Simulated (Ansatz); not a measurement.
# Collinear magnetic orders of EuRh2 in PBEsol+U: energies and exchange over three Eu shells

The usual rule of thumb is that the coupling between nearest magnetic neighbours decides the magnetic order, and that more distant shells only correct it. We test this on EuRh2, where each Eu atom has 4 Eu neighbours at 3.26 Å and 12 in each of the next two shells. The question is which collinear order lies lowest, and whether three pair couplings account for the energies of all of them. Such couplings are the input for estimates of ordering temperatures and for spin models of magnetic materials. The energies are PBEsol+U values at fixed atoms, given per Eu atom and measured from the parallel order, so a positive value means less stable than parallel alignment.

## How the numbers were made

One system, EuRh2 (cubic Laves, Fd-3m), 6 atom(s) a primitive cell, from measured cells of the Crystallography Open Database. Ansatz 0.2.0, plane waves with default PAW datasets, cutoff 420 eV, Fermi-Dirac smearing of 0.1 eV, k meshes whose coarsest spacing along a reciprocal vector is 0.14 to 0.24 1/Å over all runs (2π included). Functional: PBEsol with Hubbard U (eV) Eu 4.8; collinear spins, no spin-orbit coupling. Atoms are fixed. Each order is started from typed moments on Eu, in the primitive cell or in a cell doubled at wavevector q (fractions of the primitive reciprocal vectors), on meshes of about the same density or denser; only runs that kept their pattern of signs are listed. Runs that did not converge or carry a known fault are not listed. The same in all rows: metal or insulator in the row's run, judged by its smearing entropy or density of states at the Fermi energy (a gap under a few smearing widths counts as a metal): metal.

Notes on method and selection:

- In a Heisenberg model with E = -sum over ordered pairs of J e_i.e_j, the energy per magnetic atom is E0 less the sum over shells of J times the listed sum; further shells and changes of moment size are outside it.
- Each state is what a run reaches from typed starting moments; only a few collinear orders were started, so the lowest found need not be the ground state. Spin-orbit coupling is left out of these energies, which are free energies at the smearing width. A magnetic atom is one that was given a starting moment.
- Site moments count the spin inside each program's own atomic sphere, so they depend somewhat on its radius and leave out the spin between the spheres.
- Under a Hubbard U the orbital state was not searched.
- Ansatz's own search for a lower self-consistent state was switched off in these runs, so a run may rest in a state that is not the lowest for its pattern of moments.
- The shell on the horizontal axis is the one of the three whose sum correlates best with the energies.
- Runs that did not converge, have known faults or may not be shown are not listed, and runs on Ansatz's PAW sets soft_1 and soft_2 are kept to separate tables.

Columns:

- shell at 3.26 Å: sum of e_i.e_j over the 4 Eu neighbours at 3.26 Å, mean over magnetic atoms (+1 parallel, -1 opposed).
- shell at 5.32 Å: sum of e_i.e_j over the 12 Eu neighbours at 5.32 Å, mean over magnetic atoms (+1 parallel, -1 opposed).
- shell at 6.24 Å: sum of e_i.e_j over the 12 Eu neighbours at 6.24 Å, mean over magnetic atoms (+1 parallel, -1 opposed).
- moment (μB): largest site spin moment.
- net moment (μB): size of the net spin moment per magnetic atom.
- energy (meV): energy less that of the parallel order, per magnetic atom.

Input lines of one member:

```
magnetization:
  spin_polarized: true
kpoints:
  mp_grid: { grid: [10, 10, 10] }
hamiltonian:
  xc: pbesol
  hubbard:
    sites: [{ species: Eu, l: f, u_eff: 4.8 }]
    projectors: ortho-atomic
scf:
  occupations: { method: fermi_dirac, width: 0.1 }
  lower_state_search: "off"
```

Command (options for logging and memory left out): `ansatz run input.yaml`

## Results

| member | shell at 3.26 Å | shell at 5.32 Å | shell at 6.24 Å | moment (μB) | net moment (μB) | energy (meV) |
| --- | --- | --- | --- | --- | --- | --- |
| opposed +- | −4 | 12 | −12 | 6.78 | 0.00 | 36.7 |
| opposed q=(0,0,1/2) +--+ | −2 | 0 | 6 | 6.78 | 0.00 | ? |
| opposed q=(0,1/2,1/2) +-+- | 0 | −4 | 0 | 6.79 | 0.00 | 27.3 |
| opposed q=(0,0,1/2) +-+- | 2 | 0 | −6 | 6.80 | 0.00 | 25.0 |
| parallel ++ | 4 | 12 | 12 | 6.82 | 6.51 | 0.0 |

Cells marked ? are withheld until the estimate has been made.

Least-squares fits to the members shown, with x = shell at 3.26 Å; R² and errors in the fitted variable (y, or ln y where the fit is in ln y):

| y | members | fit | R² | rms residual | leave-one-out rms | the same for the mean of the others |
| --- | --- | --- | --- | --- | --- | --- |
| energy (meV) | 4 | y = 24.27 − 4.037 x | 0.77 | 6.5 | 16 | 18 (fit hardly better) |

## Mechanism

Among the orders shown, the parallel one is lowest. The opposed orders lie 25.0 to 36.7 meV per Eu above it. Since only a few patterns were started, a lower order outside this set remains possible.

The energy falls at each step as the nearest-neighbour sum rises, but not in proportion. Between sums of 0 and 2 the slope is (25.0 − 27.3) / 2 = −1.15 meV per unit; between 2 and 4 it is (0.0 − 25.0) / 2 = −12.5 meV per unit. The straight line in this sum has a leave-one-out error of 16 meV against 18 meV for the mean of the others, so it does hardly better than the mean, and the nearest shell alone does not describe the series.

With three shells the energy is E = E0 − J1 s1 − J2 s2 − J3 s3, where s1 to s3 are the listed sums. The four energies shown fix the four constants, in meV: E0 = 36.7 / 8 + 3 × 27.3 / 4 = 25.06, J2 = (27.3 − 36.7 / 2) / 16 = 0.56, J1 = 36.7 / 16 + (25.06 − 25.0) / 4 = 2.31 and J3 = (36.7 / 8 − 2.31) / 3 = 0.76. All three couplings favour parallel spins. The exact match is no test of the model, because there are as many constants as energies.

Within the model, the solution shows why the outer shells are more than a correction here. Reversing one Eu sublattice against the other costs 8 × 2.31 = 18.5 meV from the first shell and 24 × 0.76 = 18.2 meV from the third. The third-shell coupling is about three times weaker per pair, but it acts on three times as many neighbours.

Couplings of this reach are expected when compact 4f shells interact through conduction electrons, here of Eu 5d and Rh 4d character. In the parallel order the net moment is 6.51 μB per Eu against 6.82 μB in the Eu sphere, which points to an opposed polarisation of about 0.3 μB outside the Eu spheres. The Eu moments themselves differ by only 0.04 μB between the orders, as a model with spins of fixed length requires.

## An estimate before looking

Plain estimates from the members shown:

- opposed q=(0,0,1/2) +--+, fit at x = −2: 32.3 meV
- opposed q=(0,0,1/2) +--+, straight-line interpolation between opposed +- and opposed q=(0,1/2,1/2) +-+-: w = (−2 − (−4)) / (0 − (−4)) = 0.500, so 36.7 + 0.500 × (27.3 − 36.7) = 32.0 meV

We use the three-shell model for the order q=(0,0,1/2) +--+. The two plain estimates, near 32 meV, follow the nearest-neighbour sum only and ignore that this order has a third-shell sum of +6, which lowers its energy. With the constants found above,

25.06 + 2 × 2.31 − 6 × 0.76 = 25.1 meV.

The loss from opposed nearest neighbours is thus almost cancelled by the gain in the third shell.

The full model has no spare energy on which it could be tried, but a shorter one has. Without J3, the parallel and +- orders give J1 = 36.7 / 8 = 4.59 meV, and the order q=(0,0,1/2) +-+- would come at 25.06 − 2 × 4.59 = 15.9 meV instead of 25.0 meV. Leaving out a shell that matters can therefore cost about 9 meV.

The main uncertainty is the next shell, 6 Eu atoms at 3.26 × 4 / √3 = 7.53 Å. Its sum is −6 in both q=(0,0,1/2) orders and +6 in the other three, so a coupling J4 would move the estimate by 24 J4. If J2 is scaled with the inverse cube of distance, the usual envelope of exchange through conduction electrons, the size of J4 is 0.56 × (5.32 / 7.53)³ = 0.20 meV, and the movement is 24 × 0.20 = 4.8 meV. Because this exchange oscillates with distance, the sign of J4 is open, and we take the movement as the error bar rather than as a shift.

**Committed estimate, opposed q=(0,0,1/2) +--+: energy = 25 ± 5 meV.**

## The withheld result

| member | shell at 3.26 Å | shell at 5.32 Å | shell at 6.24 Å | moment (μB) | net moment (μB) | energy (meV) |
| --- | --- | --- | --- | --- | --- | --- |
| opposed q=(0,0,1/2) +--+ | −2 | 0 | 6 | 6.78 | 0.00 | 28.1 |

| member | estimate | energy (meV) | computed | estimate − computed | miss in error bars |
| --- | --- | --- | --- | --- | --- |
| opposed q=(0,0,1/2) +--+ | committed | 25.0 | 28.1 | −3.1 | 0.6 |
| opposed q=(0,0,1/2) +--+ | fit | 32.3 | 28.1 | +4.2 |  |
| opposed q=(0,0,1/2) +--+ | interpolation | 32.0 | 28.1 | +3.9 |  |

The estimate of 25.0 meV lies 3.1 meV below the computed 28.1 meV, inside its error bar of 5 meV. It is only slightly better than the fit and the interpolation, which are too high by 4.2 and 3.9 meV.

The third shell does lower this order, as we argued, but by less than we took. We had the first-shell loss and the third-shell gain almost cancelling, which would put the two q=(0,0,1/2) orders level; they differ by 28.1 − 25.0 = 3.1 meV. A least-squares fit of the three-shell model to all five orders gives, in meV, J1 = 36.7 / 16 + (28.1 − 25.0) / 8 = 2.68, J2 = (28.1 + 2 × 27.3 + 25.0 − 2 × 36.7) / 56 = 0.61 and J3 = (36.7 / 8 − 2.68) / 3 = 0.64, with an rms residual of 0.6 meV. All three couplings still favour parallel spins, but the first shell now clearly leads: reversing one sublattice costs 8 × 2.68 = 21.4 meV there and 24 × 0.64 = 15.4 meV in the third.

A fourth-shell coupling of 3.0 / 24 = 0.12 meV, also favouring parallel spins, would remove the miss. So would an extra lowering of the parallel order by 4 × 3.0 = 12 meV through the Rh moments, which are sizeable only there. A single miss cannot tell these two causes apart.

## Where the trend breaks

Least-squares fits to the whole series, with x = shell at 3.26 Å; R² and errors in the fitted variable (y, or ln y where the fit is in ln y):

| y | members | fit | R² | rms residual | leave-one-out rms | the same for the mean of the others |
| --- | --- | --- | --- | --- | --- | --- |
| energy (meV) | 5 | y = 23.42 − 3.825 x | 0.77 | 6.0 | 11 | 15 |

Largest departures from the fit to the whole series:

| member | energy (meV) | fit | computed − fit | in rms residuals |
| --- | --- | --- | --- | --- |
| opposed q=(0,0,1/2) +-+- | 25.0 | 15.8 | +9.2 | 1.5 |
| parallel ++ | 0.0 | 8.1 | −8.1 | 1.4 |
| opposed q=(0,1/2,1/2) +-+- | 27.3 | 23.4 | +3.9 | 0.6 |
| opposed q=(0,0,1/2) +--+ | 28.1 | 31.1 | −3.0 | 0.5 |

No order lies more than 1.5 rms residuals from the straight line in the nearest-neighbour sum. The two largest departures have opposite signs, and the outer shells account for both.

The order q=(0,0,1/2) +-+- lies 9.2 meV above the line. Over the five orders the third-shell sum rises on average by 1.8 per unit of the first, so the line implicitly assigns this order a third-shell sum of 2 × 1.8 = 3.6, whereas it has −6. The difference of 3.6 + 6 = 9.6 costs 9.6 × 0.64 = 6.1 meV. Its second-shell sum is 4 below the series mean of 4, which adds 4 × 0.61 = 2.4 meV.

The parallel order lies 8.1 meV below the line. Its third-shell sum exceeds the implied value by 12 − 4 × 1.8 = 4.8, which gains 4.8 × 0.64 = 3.1 meV, and its second-shell sum exceeds the mean by 8, which gains 8 × 0.61 = 4.9 meV. Together these give 8.0 meV, so the departure from the line does not require a special Rh contribution. It does not exclude one either, since the couplings were fitted to this energy too and could have absorbed it.

## Summary

The parallel order is the lowest of the five, 25.0 meV per Eu below the next. The nearest-neighbour sum ranks all five correctly, but their spacing needs the outer shells.

Fitted to four orders, the three-shell model misses the fifth by 2 to 3 meV for the three doubled-cell orders and by 12 meV for parallel and +-. The leave-one-out rms is 7.8 meV, against 15 meV for the mean of the others. Three couplings thus reproduce the five energies closely, but with only one energy to spare this is a weak test of the model.

In mean-field theory for classical spins the couplings give k_B T = (2/3) × (4 × 2.68 + 12 × 0.61 + 12 × 0.64) = 17.1 meV, or about 200 K. Mean-field theory usually overestimates ordering temperatures.

This temperature applies to the stable 4f⁷ moments of the calculation. Real EuRh2 is known as a mixed-valent compound, in which Eu fluctuates towards non-magnetic 4f⁶. That works against every order in the table, so the temperature should not be read as a prediction for the real compound.

[Logs are printed without paths, hosts, clocks, repeated set-up lines and the standing remarks that a program may print on its own settings, such as how far it seeks lower states.]
